## Functional errors in the atomization energies of group-14 radicals

The atomization energy of a molecule is the energy of its free atoms minus the energy of the molecule, both at the same level of theory. Here it is purely electronic, with no zero-point or spin-orbit term, so it measures a functional against another calculation and not against experiment. The reference is an estimate of frozen-core CCSD(T) at the basis-set limit. It is extrapolated directly from triple and quadruple zeta for the three hydrides, and assembled from Hartree–Fock and MP2 correlation extrapolated in the same way plus a triple-zeta CCSD(T) − MP2 correction for the four larger molecules. Each error is functional less reference, so a positive entry means overbinding. The functionals stay in a triple-zeta basis, and their errors include whatever that basis lacks.

Gas-phase doublet radicals of group 14, computed with Ansatz 0.2.0 at PBE0-D4/def2-TZVP geometries, with open shells unrestricted and def2 core potentials past Kr. The functionals use the def2-TZVPP basis, and the reference is a frozen-core CCSD(T) estimate at the def2 basis-set limit: for CH3, GeH3 and H3Sn, CCSD(T) itself is extrapolated from triple and quadruple zeta; for the other four, only Hartree–Fock and MP2 correlation are, and CCSD(T) less MP2 is added from triple zeta alone. Frames are SMILES strings in which * stands for the marked atom.

| formula | frame | * | Z | electronegativity | point group | <S^2> at PBE0 | mean bond of the marked atom (Å) | sum of bond angles at the marked atom (°) | bonds | CCSD(T) atomization energy (kJ/mol) | revPBE-D4 less CCSD(T) (kJ/mol) | r2SCAN-D4 less CCSD(T) (kJ/mol) | r2SCANh-D4 less CCSD(T) (kJ/mol) | r2SCAN0-D4 less CCSD(T) (kJ/mol) | T1 diagnostic |
| --- | --- | --- | --- | --- | --- | --- | --- | --- | --- | --- | --- | --- | --- | --- | --- |
| C3H7 | H*(C)C | C | 6 | 2.550 | Cs | 0.755 | 1.349 | 359 | 9 | 3766 | 0.9 | 33.1 | 21.9 | 6.1 | 0.011 |
| C2H7Si | H*(C)C | Si | 14 | 1.900 | Cs | 0.752 | 1.749 | 332 | 9 | 3493 | -22.6 | 22.4 | 13.0 | -0.2 | 0.011 |
| C2H7Ge | H*(C)C | Ge | 32 | 2.010 | Cs | 0.752 | 1.827 | 331 | 9 | 3390 | -37.5 | 13.0 | 2.8 | -11.2 | 0.011 |
| C2H5Sn | H*(H)C=C | Sn | 50 | 1.960 | C1 | 0.754 | 1.855 | 329 | 7 | 2626 | -18.8 | 5.0 | -8.8 | -28.1 | 0.023 |
| CH3 | H*(H)H | C | 6 | 2.550 | D3h | 0.755 | 1.080 | 360 | 3 | 1286 | -5.7 | 17.8 | 14.7 | 10.1 | 0.008 |
| GeH3 | H*(H)H | Ge | 32 | 2.010 | C3v | 0.752 | 1.539 | 333 | 3 | 869 | -31.1 | 6.3 | 4.3 | 1.7 | 0.012 |
| H3Sn | H*(H)H | Sn | 50 | 1.960 | C3v | 0.752 | 1.715 | 329 | 3 | 763 | -34.7 | -3.1 | -4.9 | -6.9 | 0.015 |

The marked atom * (atomic number Z, Pauling electronegativity) carries the unpaired electron. ⟨S²⟩, the expectation value of the squared spin, is 0.75 for a pure doublet, and all rows lie within 0.005 of it; the revPBE and r2SCAN solutions are stable minima. The T1 diagnostic measures the single-excitation amplitudes of the coupled-cluster wavefunction and rises when one determinant describes the molecule less well. A double bond counts as one bond.

Three frames are present. C3H7, C2H7Si and C2H7Ge form a dimethyl series, and CH3, GeH3 and H3Sn a hydride series. C2H5Sn has a vinyl group and no partner, so it cannot be read as the tin member of the dimethyl series. Within each series, the error of every functional falls at every step down the group. Along every row, it falls from r2SCAN to r2SCANh to r2SCAN0.

### What changes down the group

The sum of the three bond angles at * has two simple limits: 360° for a planar centre with the odd electron in a pure p orbital, and 3 × 90° = 270° for bonds made from p orbitals alone. A pyramidal centre lies between them. The carbon radicals sit at the planar limit, and the Si, Ge and Sn radicals at 329° to 333°. The standard reason is that carbon's 2p shell has no p core beneath it and is about as compact as 2s, so the two hybridize well. In the heavier atoms the valence p orbitals are pushed outside the s orbital, the bonds become p-rich, and s character moves to the odd electron. The bonds also become longer and weaker: the reference energy per bond in the hydrides runs 429, 290 and 254 kJ/mol. A step from carbon to a heavier atom therefore changes the element, the shape and the bond strength together, while the steps Si → Ge and Ge → Sn change the angle sum by only 1° and 4°.

### Exact exchange: a straight line and its slope

The three r2SCAN columns differ in the fraction a of exact exchange, 0, 0.10 and 0.25. With orbitals held fixed, the energy of any species is

E(a) = E(0) + a (Ex,exact − Ex,semilocal),

and differences of such energies are linear in a as well. With the drop Δ defined as the r2SCAN error minus the r2SCAN0 error,

error(a) = error(0) − (a / 0.25) Δ.

The reference cancels from Δ, so Δ is free of every doubt about CCSD(T). For C2H5Sn, Δ = 5.0 − (−28.1) = 33.1 kJ/mol, and the line gives 5.0 − 0.4 × 33.1 = −8.2 kJ/mol for r2SCANh, against −8.8 in the table. That miss of 0.6 kJ/mol is the largest of the seven. All misses are negative and all but that of CH3 exceed the 0.1 kJ/mol that rounding allows. The near-linearity is built into the definition of a hybrid and tests nothing; the small curvature can come from orbital relaxation or from dispersion parameters fitted separately for each functional, and the two are not separated here.

The sign of Δ follows from the shape of the exchange hole. In a free atom the exact hole is compact and a semilocal model of it is good. In a two-centre pair bond the exact hole is shared between the two atoms wherever the electron is, whereas the semilocal hole stays around the electron. A localized hole is deeper and binds more; it imitates left-right correlation, the tendency of the two electrons to be on opposite atoms. Replacing part of it by exact exchange removes that imitation from the molecule but little from the atoms, and the atomization energy falls.

Two limits bound the size. If a bond is weakened until the fragments are free, spin-polarized atoms, Δ vanishes along with the atomization energy. If two electrons are instead kept singlet-paired in one orbital spread over two poorly overlapping centres, the exact hole is split between them and Δ is large. The hydrides resemble the first limit in one respect, that Δ falls along with the bond strength, though their pairs stay singlet-coupled and the cause is not shown by these data: Δ per bond is 2.6 kJ/mol in CH3, 1.5 in GeH3 and 1.3 in H3Sn. The idea that longer bonds carry more left-right correlation and so lose more fails on these rows, and T1, which rises from 0.008 to 0.015 as Δ falls, does not govern it. The size of the bond polarity does not order them either, since the Mulliken charges of the r2SCAN runs make GeH3 the least polar hydride (0.02 e on Ge, against −0.30 on C and +0.33 on Sn). The signed charge does rise as Δ falls, but three rows cannot separate it from bond strength.

A bond count puts numbers on this. Let Δ = c₁ n(C–H) + c₂ n(E–H) + c₃ n(heavy–heavy), where E is Si, Ge or Sn and n counts bonds. Least squares on the six saturated rows gives c₁ = 2.73, c₂ = 1.32 and c₃ = 3.22 kJ/mol, with a root-mean-square (rms) residual of 0.9 and the worst misses, ±1.5, at C3H7 and C2H7Si. Three constants for six rows is generous, and c₁ and c₃ trade against each other, so they are not properties of bonds. A one-constant least-squares fit on the same rows, Δ = 0.68 % of the reference atomization energy, does nearly as well (rms 1.2 kJ/mol). The supported statement is the loose one: a quarter of exact exchange removes 0.5 to 0.7 % of the binding of these saturated radicals.

C2H5Sn was held out of both fits because of its C=C bond. It has three C–H, two Sn–H and two heavy–heavy bonds:

Δ = 3 × 2.73 + 2 × 1.32 + 2 × 3.22 = 8.19 + 2.64 + 6.44 = 17.3 kJ/mol.

The computed drop is 33.1, an excess of 15.8 kJ/mol. Counting the double bond twice adds only 3.2. A π pair approaches the second limit, since it stays paired while its p orbitals overlap only sideways, and the excess is most naturally laid to it. The highest T1 of the table, 0.023, and a lowest empty α level of −1.25 eV in revPBE, against +0.35 and +0.43 eV in the dimethyl Si and Ge radicals, agree with a low-lying π* orbital. This rests on one row, in one conformer that need not be the lowest, and a share from coupling between the odd electron on tin and the π system is not excluded.

The fraction at which the line crosses zero is a₀ = 0.25 × error(0)/Δ. It is 0.04 for C2H5Sn, 0.13 for C2H7Ge and 0.25 for C2H7Si. For C3H7, GeH3 and CH3 it lies beyond the computed range (0.58 for CH3), and for H3Sn it is negative; these are extrapolations. Every crossing also hangs on the reference, through its frozen carbon 1s shells, for Ge and Sn through its treatment of the outer core, and for the four larger radicals through a CCSD(T) − MP2 correction taken from triple zeta alone. Over all seven rows the mean absolute error falls from 14.4 to 10.1 to 9.2 kJ/mol along the family, so the last step gains little, because most of what the carbon and silicon rows win the tin rows and C2H7Ge lose. Exact exchange shifts the whole set downward and cannot remove the spread between elements.

### How much of the fall down the group is established

Before a cause is sought, the reference has to be weighed. For Ge and Sn it correlates outer-core shells in basis sets that have no functions designed for them, which can move it by up to about 4 kJ/mol a bond, or about 12 over the three bonds at the marked atom. In the four larger radicals, moreover, only the Hartree–Fock and MP2 parts are extrapolated. The CCSD(T) − MP2 correction keeps the error of its triple-zeta basis, which is not estimated here and comes on top of that bound. The step C3H7 → C2H7Si is free of the outer-core fault and uses this composite scheme at both ends, so some of the remaining basis error should cancel. There the error falls by 23.5 kJ/mol in revPBE and by 10.7, 8.9 and 6.3 along the r2SCAN family. The C → Ge shifts of revPBE, −38.4 in the dimethyls and −25.4 in the hydrides, are well outside the outer-core bound, and the dimethyl shifts of the r2SCAN family (−17 to −20) are outside it by less; all the dimethyl shifts also carry whatever error of the triple-zeta correction does not cancel. Unresolved are the r2SCAN-family shifts from CH3 to GeH3 and from Si to Ge, all shifts from GeH3 to H3Sn, and the signs of the small Ge and Sn entries. The revPBE step from Si to Ge, −14.9, barely clears the bound.

A second asymmetry acts in the direction of the trend. The reference freezes the carbon 1s shell, whereas a functional treats all electrons. Core correlation adds binding, by an expected few kJ/mol per carbon atom that is not computed here, so carbon-rich rows look more overbound than they are, and replacing the central carbon removes part of that offset. This could supply a good part of the r2SCAN0 shifts from C3H7 to C2H7Si (−6.3) and from CH3 to GeH3 (−8.4), but only a smaller part of that from C3H7 to C2H7Ge (−17.3) and little of those of revPBE. Added to the outer-core bound of about 12 kJ/mol, it leaves even the r2SCAN0 shift of −17.3 barely established, before any error of the triple-zeta CCSD(T) − MP2 correction is counted.

Differences between functionals avoid the reference altogether. revPBE less r2SCAN runs −32.2, −45.0 and −50.5 kJ/mol in the dimethyls, and goes from −23.5 to −37.4 between CH3 and GeH3. The two functionals do diverge as carbon is replaced. Likewise, exact exchange softens the C → Si shift by 27.0 − 22.6 = 4.4 kJ/mol, in line with a larger loss in the stronger carbon bonds. Bond strength is not the whole rule, since from C2H7Si to C2H7Ge the drop rises by 1.6 kJ/mol although the binding falls.

### Atom error, bond error, or neither

If the whole element dependence were an error in the free atom (a p² triplet for all four elements), the C → Ge shift would be the same in both frames. It would also be the same if each bond to Ge carried one fixed error, whether to H or to C, since both frames have three such bonds. The difference of the two shifts tests both limits at once, and it equals the error in the energy released by

C3H7 + GeH3 → C2H7Ge + CH3,

in which the atoms of a functional cancel. For r2SCAN it is −20.1 − (−11.5) = −8.6 kJ/mol, for the two hybrids −8.7 and −8.9, and for revPBE −13.0. Exact exchange has almost no part in it. The reference column gives 3390 + 1286 − 3766 − 869 = 41 kJ/mol released; Hartree–Fock total energies of the same runs give 30 and MP2 gives 52, so correlation matters for this reaction, and the r2SCAN family, at 32, sits near the Hartree–Fock value.

Several readings remain open. The errors may differ by bond type, since the reaction exchanges two C–C and two Ge–H bonds for two Ge–C and two C–H bonds; the functionals may miss medium-range correlation between the polarizable Ge atom and its methyl groups, or the reference may be off. The reaction joins two directly extrapolated molecules to two composite ones, and the raw CCSD(T) total energies give 107 kJ/mol, 66 more than the atomization energies. Those 66 kJ/mol are the difference between the schemes that must cancel between each molecule and its atoms, and a remainder of 9 kJ/mol is within what an imperfect cancellation could leave. Only the gap between revPBE and r2SCAN, 13.0 − 8.6 = 4.4 kJ/mol, proves a frame-dependent error in at least one functional. About half of the dimethyl shift in r2SCAN0 and r2SCANh, and more in r2SCAN and revPBE, is common to both frames, and for this common part an atom error, an equal error per bond and the change of shape all fit it.

### Why revPBE underbinds, and why not in C3H7

In a generalized-gradient functional, exchange is the local value times an enhancement factor that grows with the reduced gradient s ∝ |∇ρ|/ρ^(4/3), ρ being the density. The uniform limit s = 0 gives the local density approximation, which overbinds strongly. Free atoms have more large-s surface than the molecule formed from them, so a faster-growing factor stabilizes the atoms and reduces binding. revPBE has a fast-growing factor, and without its dispersion term it underbinds every row, by 4 to 5 kJ/mol per bond in the carbon radicals, 8 to 10 in the carbon-bearing Si, Ge and Sn radicals, and 14 to 16 in GeH3 and H3Sn. That the deficit should grow for larger atoms with diffuse valence shells and weakly overlapping bonds is plausible on this argument but is not shown by any column.

The D4 dispersion correction is zero for a free atom and so adds wholly to the binding. Because revPBE is so repulsive, its D4 term is large even inside a molecule, in the carbon radicals about 1 kJ/mol per atom pair: 7.1 for the 6 pairs of CH3 and 45.8 for the 45 pairs of C3H7. The 0.9 kJ/mol entry for C3H7 is thus −44.9 + 45.8, a cancellation between a term that grows with the number of bonds and one that, in molecules this small, grows roughly with the number of pairs, and it says nothing about other sizes. r2SCAN captures medium-range attraction itself, and its D4 term never exceeds 4 kJ/mol here. Dispersion does not cause the fall down the group, since the revPBE term is larger in every heavier radical than in its carbon parent; only between Si and Ge does it decrease, by 3.9 of the 14.9 kJ/mol step.

The revPBE error of C2H5Sn is likewise a remainder, −61.2 + 42.4 kJ/mol, but dispersion is not why it is milder than that of C2H7Ge, whose D4 term is larger. The difference lies in the uncorrected error, −61.2 against −85.6 kJ/mol, and two fewer bonds account for only part of it. If bonds from the marked atom to hydrogen are as underbound as in the hydrides, the other bonds of C2H5Sn lack (61.2 − 2 × 15.5)/5 ≈ 6 kJ/mol each, against (85.6 − 14.0)/8 ≈ 9 in C2H7Ge. The known tendency of gradient functionals to bind multiple bonds more strongly than single ones is a likely reason, though one row cannot show it.

The small revPBE step from GeH3 to H3Sn is a real irregularity of the calculation: revPBE less r2SCAN turns back by 5.8 kJ/mol, with no reference involved. Tin is the only element with a core potential, which brings scalar relativity in and removes the inner core density from the functional, while Ge is all-electron and non-relativistic. The reversal may be an artefact of that change, which is a guess.

### Simple descriptors

A least-squares fit of each error column to one constant per frame plus a common slope, on the six saturated rows, compares two descriptors. Electronegativity leaves rms residuals of 4 to 6 kJ/mol and fails in sign at Si → Ge: the revPBE slope of 48 kJ/mol per unit and the rise from 1.90 to 2.01 predict 48 × 0.11 ≈ +5, against −14.9. Germanium's raised electronegativity comes from poor screening by the 3d shell and has no evident bearing on exchange errors. The mean bond length of the marked atom has the right order in both series and leaves 2 to 4 kJ/mol, worst at C2H7Ge for all four functionals. That row is also one whose reference is in doubt, so the misfit cannot be charged to the descriptor, and the better fit shows only that the errors move with the size of the atom.

For a neighbouring saturated radical of the same frames, the pattern suggests a pyramidal centre, a revPBE error more negative than that of the carbon parent, an r2SCAN error below that of the carbon parent, and a loss of well under one percent of the binding on going to r2SCAN0. For Ge and Sn, differences of less than about 12 kJ/mol from this reference do not rank functionals, and where the reference is composite, as in the larger radicals here, the basis error of its triple-zeta correction widens that margin by an unknown amount. A comparison with measured values would first need the zero-point energy, the scalar-relativistic terms missing for Ge and the lighter elements, and the spin-orbit lowering of the heavy free atoms.
